\section*{Worked problem: stacking disorder in ZnS and SiC from the ANNNI chain}

\subsection*{Statement}

Tetrahedral ZnS and SiC are stacks of double layers at lateral positions A, B or C. Each step from one layer to the next carries a H\"agg sign $s_i=+1$ if it is cyclic (A$\to$B$\to$C$\to$A) and $s_i=-1$ otherwise. Then 3C is $+++\dots$, 2H is $+-+-$, 4H is $++--$ and 6H is $+++---$. The axial next-nearest-neighbour Ising (ANNNI) chain gives a sequence the energy
\begin{equation}
H=-J_1\sum_i s_is_{i+1}+J_2\sum_i s_is_{i+2},\qquad J_1,J_2>0 .
\end{equation}
The position of each layer is assumed to be decided by a patch of $n$ formula units (f.u.), so that $J_{1,2}=n\,j_{1,2}$, and sequences are assumed to be Boltzmann distributed at temperature $T$. All inputs below are assumed or typical values:
\begin{itemize}
\item ZnS: $j_1=1.5$ meV/f.u., $j_2=0.2$ meV/f.u., $T=900$ K, cubic lattice constant $a=0.541$ nm. The couplings are effective free energies at $T$, chosen so that the stacking-fault energy has the typical size of a few mJ/m$^2$.
\item SiC: $j_1=4.8$ meV/f.u., $j_2=2.6$ meV/f.u., $T=1900$ K, layer spacing $d=0.252$ nm.
\item Both: $n=50$.
\end{itemize}
Find (a) the ground states and the ZnS fault energy, (b) the entropy where the ground state changes, (c) the hexagonality and correlation length for ZnS and the patch size below which correlations oscillate, (d) the same quantities and the oscillation period for SiC.

\subsection*{Solution}

\paragraph{Mapping.} Put $\tau_i=s_is_{i+1}$. Since $s_{i+1}^2=1$, $s_is_{i+2}=\tau_i\tau_{i+1}$, and
\begin{equation}
H=-J_1\sum_i\tau_i+J_2\sum_i\tau_i\tau_{i+1},
\end{equation}
an Ising antiferromagnet in a field $J_1$. On an open chain each $\tau$ sequence comes from exactly two $s$ sequences, so bulk averages carry over. A layer with $\tau=+1$ has its two neighbours at different positions (cubic, k), one with $\tau=-1$ has them at the same position (hexagonal, h). The hexagonality is $\alpha=(1-\langle\tau\rangle)/2$.

\paragraph{(a) Ground states.} Share the field between the two bonds of each $\tau$. A pair kk then costs $J_2-J_1$, a pair hk costs $-J_2$ and a pair hh costs $J_2+J_1$. Averaging over kkk\dots, hkk, hk and hh gives the energies per f.u.:
\begin{center}
\begin{tabular}{lccc}
polytype & energy & ZnS (meV) & SiC (meV)\\ \hline
3C & $j_2-j_1$ & $-1.30$ & $-2.20$\\
6H & $-(j_1+j_2)/3$ & $-0.57$ & $-2.47$\\
4H & $-j_2$ & $-0.20$ & $-2.60$\\
2H & $j_1+j_2$ & $1.70$ & $7.40$
\end{tabular}
\end{center}
No sequence lies below its cheapest pair energy, and both all-kk (3C) and all-hk (4H) can be realised. The ground state is therefore 3C for $\kappa=J_2/J_1<1/2$ and 4H for $\kappa>1/2$. The ZnS inputs give $\kappa=0.133$ (3C) and the SiC inputs $\kappa=0.542$ (4H, close to the boundary).

A twin in 3C is one h layer and costs $2j_1-4j_2=2.2$ meV/f.u.\ in ZnS. An intrinsic fault is two adjacent h layers and costs $4j_1-4j_2=5.2$ meV/f.u. One f.u.\ occupies $\sqrt3a^2/4=0.1267$ nm$^2$ of the (111) plane, so $\gamma=6.6$ mJ/m$^2$. This number restates the choice of inputs and tests nothing. The patch area is $6.3$ nm$^2$ and the layer spacing is $d=a/\sqrt3=0.312$ nm.

\paragraph{(b) Multiphase point.} At $\kappa=1/2$ the pairs kk and hk cost the same, while hh costs $4J_2$ more. Every sequence without two adjacent h layers is a ground state, that is every stacking whose Zhdanov bands (runs of equal sign) have length two or more: 3C, 4H, 6H, 15R and all their intergrowths. A word of $N$ layers ends in k, preceded by any allowed word of $N-1$, or in kh, preceded by any allowed word of $N-2$. Hence $\Omega_N=\Omega_{N-1}+\Omega_{N-2}$, the count grows as $\phi^N$ with $\phi^2=\phi+1$, and
\begin{equation}
S/N=k_B\ln\frac{1+\sqrt5}{2}=0.481\,k_B \ \text{per layer}.
\end{equation}
The entropy is per layer, not per atom. At 1900 K, $TS/N=78.8$ meV per layer, or $1.58$ meV/f.u.\ for $n=50$. This exceeds the $0.40$ meV/f.u.\ between 3C and 4H in the table, so a small patch is disordered. Across a wafer-sized layer the same entropy is negligible per f.u.

\paragraph{Transfer matrix.} With $K_{1,2}=J_{1,2}/k_BT$ and the basis (k, h),
\begin{equation}
\mathsf T=\begin{pmatrix}e^{K_1-K_2}&e^{K_2}\\ e^{K_2}&e^{-K_1-K_2}\end{pmatrix},\qquad
\lambda_+=e^{-K_2}\cosh K_1+\sqrt{e^{-2K_2}\sinh^2K_1+e^{2K_2}},
\end{equation}
\begin{equation}
\langle\tau\rangle=\frac{\partial\ln\lambda_+}{\partial K_1}=\frac{\sinh K_1}{\sqrt{\sinh^2K_1+e^{4K_2}}}.
\end{equation}
The sign correlation is a string, $G(r)=\langle s_0s_r\rangle=\langle\tau_0\cdots\tau_{r-1}\rangle=v^{T}(\sigma\mathsf T)^rv/\lambda_+^r$, where $\sigma=\mathrm{diag}(1,-1)$ and $v$ is the normalised eigenvector of $\lambda_+$. The matrix $\sigma\mathsf T$ has trace $2e^{-K_2}\sinh K_1$ and determinant $2\sinh2K_2$, so its eigenvalues are
\begin{equation}
\mu_\pm=e^{-K_2}\sinh K_1\pm\sqrt{e^{-2K_2}\cosh^2K_1-e^{2K_2}} .
\end{equation}
For $\cosh K_1>e^{2K_2}$ both are real and positive, and $G$ decays without oscillation, with $\xi^{-1}=\ln(\lambda_+/\mu_+)$. For
\begin{equation}
\cosh K_1<e^{2K_2}
\end{equation}
they form a pair $|\mu|e^{\pm iq}$ with $|\mu|^2$ equal to the determinant. Then $G(r)\propto e^{-r/\xi}\cos(qr+\delta)$ with a constant phase $\delta$, and
\begin{equation}
\cos q=\frac{e^{-K_2}\sinh K_1}{\sqrt{2\sinh2K_2}},\qquad
\xi^{-1}=\ln\frac{\lambda_+}{\sqrt{2\sinh2K_2}},
\end{equation}
with $q$ in radians per layer and $\xi$ in layers. The curve $\cosh K_1=e^{2K_2}$ is the disorder line. The free energy $-k_BT\ln\lambda_+$ is smooth across it, so it is not a phase transition. For $\kappa\ge1/2$, $\cosh K_1<e^{K_1}\le e^{2K_2}$ and $G$ always oscillates. For $\kappa<1/2$ the function $\ln\cosh K_1-2\kappa K_1$ is convex, starts at zero with negative slope and grows at large $K_1$, so the line is crossed once. At $\kappa=1/2$ and $T\to0$ one finds $\cos q=1/2$, a period of six layers, with $\xi=1/\ln\phi=2.08$ layers and $\alpha=1/(1+\phi^2)=0.276$.

\paragraph{(c) ZnS.} Here $k_BT=77.56$ meV, $J_1=75$ meV and $J_2=10$ meV, so $K_1=0.967$ and $K_2=0.1289$. Since $\cosh K_1=1.505$ exceeds $e^{2K_2}=1.294$, the decay is monotonic. The formulas give $\langle\tau\rangle=0.656$, $\alpha=0.172$, $\lambda_+=2.830$, $\mu_+=1.664$ and
\begin{equation}
\xi=\frac{1}{\ln(\lambda_+/\mu_+)}=1.88\ \text{layers}=0.59\ \text{nm}.
\end{equation}
The disorder line solves $\ln\cosh K_1=2\kappa K_1$. The small-$K$ estimate is $K_1\approx4\kappa=0.533$, and the root is $K_1=0.560$. Oscillations therefore need $n<K_1k_BT/j_1=29.0$ f.u. In the other direction, $n=200$ gives $\alpha=0.0034$: the h layers are activated defects, and their density depends exponentially on the assumed patch size.

\paragraph{(d) SiC.} Now $k_BT=163.7$ meV, $J_1=240$ meV and $J_2=130$ meV, so $K_1=1.466$ and $K_2=0.794$. Since $\cosh K_1=2.28$ is below $e^{2K_2}=4.89$, the correlations oscillate, as they do for any $n$ at this $\kappa$. With $e^{-K_2}\sinh K_1=0.927$ and $|\mu|=2.166$,
\begin{equation}
\cos q=0.428,\qquad q=64.7^\circ,\qquad \frac{2\pi}{q}=5.57\ \text{layers}=1.40\ \text{nm}.
\end{equation}
Further, $\lambda_+=3.430$, $\xi=2.2$ layers $=0.55$ nm, $\langle\tau\rangle=0.386$ and $\alpha=0.307$. The characteristic equation of $\sigma\mathsf T$ gives the recursion
\begin{equation}
G(r+2)=\frac{2e^{-K_2}\sinh K_1}{\lambda_+}\,G(r+1)-\frac{2\sinh2K_2}{\lambda_+^2}\,G(r),
\end{equation}
with coefficients $0.540$ and $0.399$. Starting from $G(0)=1$ and $G(1)=\langle\tau\rangle$, it yields $G(2)=-0.190$ and $G(3)=-0.257$. The period lies between four (4H) and six (6H) layers, and only the first negative lobe of $G$ is sizeable because $\xi$ is shorter than the period. The band lengths follow from the Markov chain $P(a\to b)=\mathsf T_{ab}v_b/(\lambda_+v_a)$, with $p_{kk}=e^{K_1-K_2}/\lambda_+=0.571$ and $p_{hh}=e^{-K_1-K_2}/\lambda_+=0.030$. A band runs from one h to the next, so $P(1)=p_{hh}$ and $P(L)=(1-p_{hh})(1-p_{kk})\,p_{kk}^{L-2}$ for $L\ge2$. This gives $0.03$, $0.42$, $0.24$ and $0.32$ for $L=1$, $2$, $3$ and $L\ge4$, with mean length $1/\alpha=3.26$ layers. Two and three are the commonest lengths, $65$ per cent of the bands, but they hold only $47$ per cent of the layers, while $52$ per cent lie in cubic runs of four or more. As $n$ grows, $q\to90^\circ$ and 4H is recovered.

\subsection*{Limits of these numbers}

All results are the model's, not the materials'. $G(r)$ correlates H\"agg signs, as read from a cross-sectional lattice image. Diffraction streaks depend on the A/B/C positions and need a different weighting of the transfer matrix.

In SiC a third-neighbour term $+j_3\sum s_is_{i+3}$ with a typical $j_3$ of about $0.5$ meV/f.u.\ was dropped. It leaves 4H unchanged and moves 6H to $-2.97$ meV/f.u., below 4H, whose lead was only $0.13$ meV/f.u. Its size $nj_3/k_BT=0.15$ rivals the distance from the multiphase point, $n(2j_2-j_1)/k_BT=0.12$. The period should be read as five to six layers, and the choice between 4H and 6H lies outside this model. Device epilayers are typically almost pure 4H with $\alpha=0.5$, so the model's value is about $39$ per cent low. The reason is that step flow on an off-cut substrate copies the stacking and leaves no patch free to choose.

In ZnS the 3C form typically converts to 2H near 1290 K. The effective $j_1$ must pass through zero there, so its vibrational part is of the order of $j_1$ itself, and couplings fixed at 900 K cannot be carried to other temperatures. Bulk crystals grown well below the transition are typically close to pure 3C, far below $\alpha=0.172$ and nearer the large-$n$ case. Thin ZnS nanowires are typically often wholly 2H, far above it, which is usually attributed to sidewall energies that the chain lacks.